## Results and discussion: zinc-blende GaN under uniform compression

The crystal studied here is the cubic, zinc-blende form of GaN, not the wurtzite form that is stable at ambient conditions. Its cell was scaled to seven volumes without a change of shape. Symmetry holds every atom in place, so the rows differ only in the length of the Ga–N bond.

In the table, volume is the space per atom. Energy is counted from the minimum of a smooth curve drawn through the seven energies. Pressure is what must be applied from outside to hold the cell at that volume, and it was computed separately for each row; 1 GPa is 10 000 bar.

Zinc-blende GaN was computed with DFTK 0.8.2 using BLYP without a dispersion correction, scalar-relativistic norm-conserving PseudoDojo v0.5 stringent potentials made for PBE, a plane-wave cutoff of 1551 eV, a 6×6×6 k mesh and Fermi–Dirac smearing of 0.05 eV. Energies are counted from the minimum of the curve fitted to all seven volumes.

| volume (Å³/atom) | energy (meV/atom) | pressure (GPa) |
| --- | --- | --- |
| 10.76 | 100.06 | 25.210 |
| 10.99 | 67.73 | 19.950 |
| 11.21 | 42.54 | 15.210 |
| 11.44 | 23.77 | 10.940 |
| 11.67 | 10.82 | 7.080 |
| 11.90 | 3.08 | 3.610 |
| 12.13 | 0.08 | 0.480 |

### 1. Which row has the lowest energy, and is it the crystal's natural size?

The loosest cell, at 12.13 Å³ per atom, has the lowest energy of the seven. It is not quite the natural size, because its pressure is still 0.48 GPa. A crystal at rest needs no outside pressure, so this one would expand a little further if released.

The curve through the energies puts the minimum at 12.17 Å³ per atom, about 0.4 % beyond the last row. All seven rows therefore describe a compressed crystal. The minimum is an extrapolation, though a short one.

### 2. Why does each equal step of compression cost more energy than the one before?

The volumes are evenly spaced, yet the energy price of a step is not constant. The first step inward from the loosest cell costs 3 meV per atom, and the last costs 32 meV. The reason is mechanical: compressing the crystal means doing work against its pressure, and that pressure has risen in the meantime.

In symbols, with $E$ the energy and $V$ the volume per atom, the pressure is

$$P=-\frac{dE}{dV}.$$

The last step can serve as a check. It costs 32.33 meV over 0.2289 Å³, which is 0.141 eV/Å³. Since 1 eV/Å³ equals 160.2 GPa, this gives 22.6 GPa, and the mean of the two pressures at the ends of the step is also 22.6 GPa. The energy and pressure columns tell the same story by separate routes.

### 3. Does GaN behave like a simple spring?

For a simple spring, force grows in proportion to displacement. For a solid, the counterpart of the spring's stiffness is the bulk modulus, the pressure needed per fractional loss of volume:

$$B=-V\frac{dP}{dV}.$$

Suppose the pressure grew in strict proportion to the lost volume, at the rate set by the modulus at the minimum, 156 GPa. The smallest cell would then need a pressure of 18 GPa. The computed pressure there is 25 GPa, so this linear law falls well short. Pressure differences between neighbouring rows show why: the modulus rises from 164 GPa between the two loosest cells to 250 GPa between the two tightest.

Part of the gap is geometry. Volume varies as the cube of the bond length, so a bond that is an ideal spring in its length does not give a pressure linear in volume. With $x$ the ratio of the bond length to its natural value, such a spring gives the modulus at the minimum times $3(1-x)/x^2$. For the smallest cell $x=0.960$, which yields about 20 GPa, still well short of 25 GPa. The larger part of the stiffening lies in the balance that sets the bond length. Shared electrons and the opposite charges of Ga and N draw the atoms together. Against this, electrons confined to less space gain kinetic energy, and filled shells that begin to overlap repel each other because of the Pauli principle. The table shows only the sum of these effects; that they divide in this way is standard theory of bonding.

A two-term sketch shows how such a balance leads to stiffening. Let the attraction vary with bond length $d$ as $-A/d^m$ and the repulsion as $C/d^n$, with $n$ larger than $m$ because repulsion has the shorter range. At the natural bond length the two slopes cancel. The curvatures do not, since taking a second derivative multiplies the attractive slope by $m+1$ but the repulsive one by the larger $n+1$. The repulsion thus supplies the positive curvature that makes the bond stiff, and the attraction takes part of it away.

When the bond is shortened, the repulsive term grows faster than the attractive one. It then contributes still more to the curvature, and the modulus rises. The same reasoning applies to any solid held together by a long-range attraction and a short-range repulsion, so stiffening under pressure is the normal case.

### 4. Can the pressure of a given cell be predicted from a few constants?

It can, if the stiffening is included. The Birch–Murnaghan form measures compression by the strain

$$f=\tfrac12\left[\left(\frac{V_0}{V}\right)^{2/3}-1\right],$$

where $V_0$ is the volume at the energy minimum. The pressure is then

$$P=3B_0f\,(1+2f)^{5/2}\left[1+\tfrac32(B_0'-4)f\right].$$

Here $B_0$ is the bulk modulus at the minimum, and $B_0'$ is the rise of the modulus per unit of pressure there. A least-squares fit of this form to all seven energies gives $V_0=12.174$ Å³ per atom, $B_0=155.6$ GPa and $B_0'=4.41$.

Take the cell from which the others were scaled, with a volume of 11.444 Å³ per atom. Its strain is $f=0.0210$, and the three factors of the formula give

$$P\approx 9.83\times1.109\times1.013\approx 11.0\ \text{GPa}.$$

The first factor, in GPa, is proportional to the strain. It already exceeds the 9.3 GPa that the linear law of question 3 gives for this cell, because $f$ grows faster than the lost volume. The other two factors supply the rest of the stiffening. The computed pressure is 10.9 GPa. The energy of this row was part of the fit but its pressure was not, so the comparison is a fair test of whether the energies and pressures belong together. Over all seven rows the formula lies about 0.1 GPa above the computed pressures, a small offset taken up in question 7.

### 5. Why is the starting cell under pressure, and what would another functional change?

The pressure does not mean that the starting cell is unusual. It means that this cell is smaller than the one preferred by the calculation. BLYP is known to favour large volumes, and its minimum here corresponds to a cubic lattice constant of 4.60 Å, against roughly 4.5 Å for both the starting cell and the measured crystal. Zero-point motion and warmth, both absent from this static calculation, would normally expand the crystal and so widen the difference.

The functional is therefore the likely main cause, but it may not be the only one. The potentials that replace the inner electrons were made for PBE, and how much they shift the BLYP minimum is untested. A calculation with potentials made for BLYP would settle the question.

A different functional would move the minimum along the volume axis. One that favours smaller cells, as the local density approximation usually does, would find the same starting cell less compressed, or even stretched. A first estimate of the pressure in any such case is the modulus at the minimum times the fractional volume mismatch. For a compressed cell this estimate is too low, because it leaves out the stiffening.

### 6. Does BLYP make GaN soft?

The answer depends on where the modulus is taken. At BLYP's own minimum it is 156 GPa, but near the starting cell it is about 203 GPa. The bonds at the two volumes differ by only 2 %. A functional that makes the crystal too large will therefore also make it look soft, even if it describes the bond reasonably well at a fixed length.

This sensitivity follows from the stiffening itself. If the modulus rises by $B'$ for each unit of pressure, then $dB=B'\,dP$, while the definition of the modulus gives $dP=-B\,dV/V$. Volume varies as the cube of the bond length, so

$$\frac{dB}{B}=-B'\frac{dV}{V}=-3B'\frac{dd}{d}.$$

Averaged over the table, $B'$ is about 4.2, so the modulus falls roughly as the 12.5th power of the bond length. A 1 % longer bond costs about 12 % of the stiffness.

This rule holds for stretching or squeezing one and the same crystal. It must not be used to go from GaN to GaAs by putting in the longer bond. Replacing N by As also changes the repulsion, and the new bond is at its own balance point rather than being a stretched Ga–N bond. GaAs is indeed softer than GaN, but by far less than a twelfth-power law would suggest.

### 7. Which digits can be trusted?

The constants were checked by fitting the same Birch–Murnaghan form to the seven pressures alone, with the zero-pressure volume as one of three adjustable constants. Both routes give 12.17 Å³ per atom, 156 GPa and a modulus slope of 4.4. These digits summarise this calculation within the Birch–Murnaghan form. Both routes use that form and both extrapolate beyond the last row, so their agreement does not test the form itself. They have not been shown to be converged, since neither the k mesh nor the cutoff was varied.

The modulus slope is the least secure of the three. Setting it to exactly 4 lowers the predicted pressure of the smallest cell only from 25.3 to 24.7 GPa. The slope is thus fixed by a small part of the pressure and is read at a minimum outside the rows. Another form of curve, such as the Vinet or Murnaghan form, is expected to change its first decimal, to move the modulus slightly and to leave the volume almost unchanged.

The energies and pressures do differ systematically, but by nearly the same amount in every row, which hardly affects the modulus slope. The pressure from the fitted energy curve exceeds the computed one by 0.08 to 0.10 GPa. This is negligible at 25 GPa but matters at 0.48 GPa, where the energy curve implies 0.56 GPa.

The likely cause is the plane-wave basis. All energies were computed at one cutoff, so a larger cell was given more waves and the basis stayed equally fine. A pressure is usually computed with a fixed set of waves, which stretch with the cell and so become coarser on expansion. The energy then falls less than it should, and the pressure comes out too low. The sign of the difference agrees with this explanation, known as Pulay stress. If it is correct, a higher cutoff should shrink the difference, and at the present cutoff the energy curve is the safer guide near zero pressure.

The printed volumes need care as well. Rounding to two decimals turns equal steps into 0.22 or 0.23 Å³, an error of up to 4 % in any slope taken from them. The slopes and moduli above were therefore worked out with the unrounded volumes.

For the next set of volumes, the pressure column gives a practical rule. If every pressure has the same sign, the minimum lies outside the range, and the cells should be extended until the sign changes. Here that means adding two or three cells larger than 12.2 Å³ per atom, so that the natural volume and its modulus are read between computed points rather than beyond them.
